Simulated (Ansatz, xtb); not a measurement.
# Two structures of CuH6NOSi2

We compare I, `N[SiH2]O[SiH2][Cu]`, a singlet, with II, a singlet given by its coordinates. Both are isolated molecules in the gas phase, relaxed with B3LYP/6-31G*; the shapes shown needn't be the lowest conformers.

I (Å):

```xyz
11

Cu   -3.2674   -1.4150   -0.1967
N     1.6583   -0.6365   -0.8730
O    -0.4503   -2.5376   -0.6482
Si   -0.0247   -0.9302   -0.6427
Si   -2.0273   -3.1066   -0.4448
H     2.3056   -0.8919   -0.1356
H     2.0685   -0.8235   -1.7811
H    -0.3913   -0.3261    0.6658
H    -0.7378   -0.2262   -1.7416
H    -2.3527   -3.9421   -1.6425
H    -2.0125   -4.0386    0.7255
```

II (Å):

```yaml
atoms:
  - { symbol: Cu, position_ang: [2.2728, 1.7851, -3.7295] }
  - { symbol: N, position_ang: [1.5555, -0.4391, -1.6196] }
  - { symbol: O, position_ang: [-0.5523, 1.2319, -2.5981] }
  - { symbol: Si, position_ang: [0.0348, -0.3222, -2.4612] }
  - { symbol: Si, position_ang: [0.3941, 2.5452, -3.0739] }
  - { symbol: H, position_ang: [2.2599, 0.1640, -2.0455] }
  - { symbol: H, position_ang: [1.5540, -0.2831, -0.6152] }
  - { symbol: H, position_ang: [-0.9656, -1.1314, -1.7264] }
  - { symbol: H, position_ang: [0.2840, -0.8586, -3.8230] }
  - { symbol: H, position_ang: [-0.3735, 3.2896, -4.1170] }
  - { symbol: H, position_ang: [0.5211, 3.4620, -1.8985] }
```

Close contacts (Å): Cu1–Si5 2.13, N2–Si4 1.74, O3–Si4 1.67, O3–Si5 1.69, Cu1–H6 2.34, N2–H6 1.02, N2–H7 1.02, Si4–H8 1.48, Si4–H9 1.48, Si5–H10 1.49, Si5–H11 1.50.

Energies in hartree; the thermal terms are from B3LYP/6-31G* harmonic frequencies (ideal gas, rigid rotor, one conformer each, 298.15 K, 1 atm) and include the zero-point energy:

```
                               I            II
E, CCSD(T)/def2-SVP  −2350.158807  −2350.156484
    E, MP2/def2-SVP  −2350.123941  −2350.121508
  E, MP2/def2-TZVPP  −2351.364126  −2351.359598
  zero-point energy      0.066689      0.067220
       H(298 K) − E      0.075959      0.076049
       G(298 K) − E      0.032194      0.033818
```

Q: Correct the CCSD(T) difference for the basis set by the MP2 change, then work out ΔE, ΔE₀, ΔH and ΔG for I → II in kcal/mol (1 Eh = 627.51 kcal/mol) and the equilibrium ratio [II]/[I].

A: 1. Differences II − I: CCSD(T) +0.002323, MP2 in the small set +0.002433, MP2 in the large set +0.004528 Eh.
2. ΔE = +0.002323 + (+0.004528 − (+0.002433)) = +0.004418 Eh = +2.77 kcal/mol.
3. ΔE₀ = ΔE + ΔZPE = +0.004418 + (+0.000531) Eh = +3.11 kcal/mol.
4. ΔH = ΔE + (+0.000090) Eh = +2.83 kcal/mol.
5. ΔG = ΔE + (+0.001624) Eh = +3.79 kcal/mol, so ΔS = (ΔH − ΔG)/T = −13.5 J/(mol K).
6. kT = 0.9442 mEh, so K = [II]/[I] = exp(−ΔG/kT) = exp(−6.40) ≈ 0.0017.

Structure I is favoured at this temperature. An error of 1 kcal/mol in ΔG would change K by a factor of 5.4. B3LYP/6-31G* gave ΔE the other sign. Large T1 diagnostics make the coupled-cluster value less sure. Mirror images and further conformers aren't counted.

Other levels gave ΔE = −0.7 (B3LYP/6-31G*); +4.5 (HF/def2-SVP); +1.5 (MP2/def2-SVP); +1.5 (CCSD(T)/def2-SVP) kcal/mol. The correlated steps freeze 17 core orbitals; the last core shell of Cu is correlated, in a basis made for valence electrons. Programs: Ansatz 0.2.0.

I and II share the same bonding sequence, so the comparison concerns rotation about the Si–O and Si–N bonds, not a change of isomer. In II the chain folds back until an N–H hydrogen lies 2.34 Å from copper, while the nitrogen itself stays too far away for a normal Cu–N bond. This suggests a weak N–H···Cu attraction between a polar N–H bond and the electron-rich d¹⁰ centre, too weak to repay the less favourable torsions and electrostatics of the fold.

Electron correlation favours the compact form, lowering its relative energy from +4.5 at HF to +1.5 kcal/mol at MP2 in the same basis, as expected when dispersion acts across a close contact. The larger basis takes some of this back, probably because the folded chain gains more from basis-set superposition in a small set. The negative entropy change fits the stiffening of soft torsions and adds to the preference for I. The short distance alone doesn't establish a hydrogen bond to copper; that would need an analysis of the density or the N–H stretch.
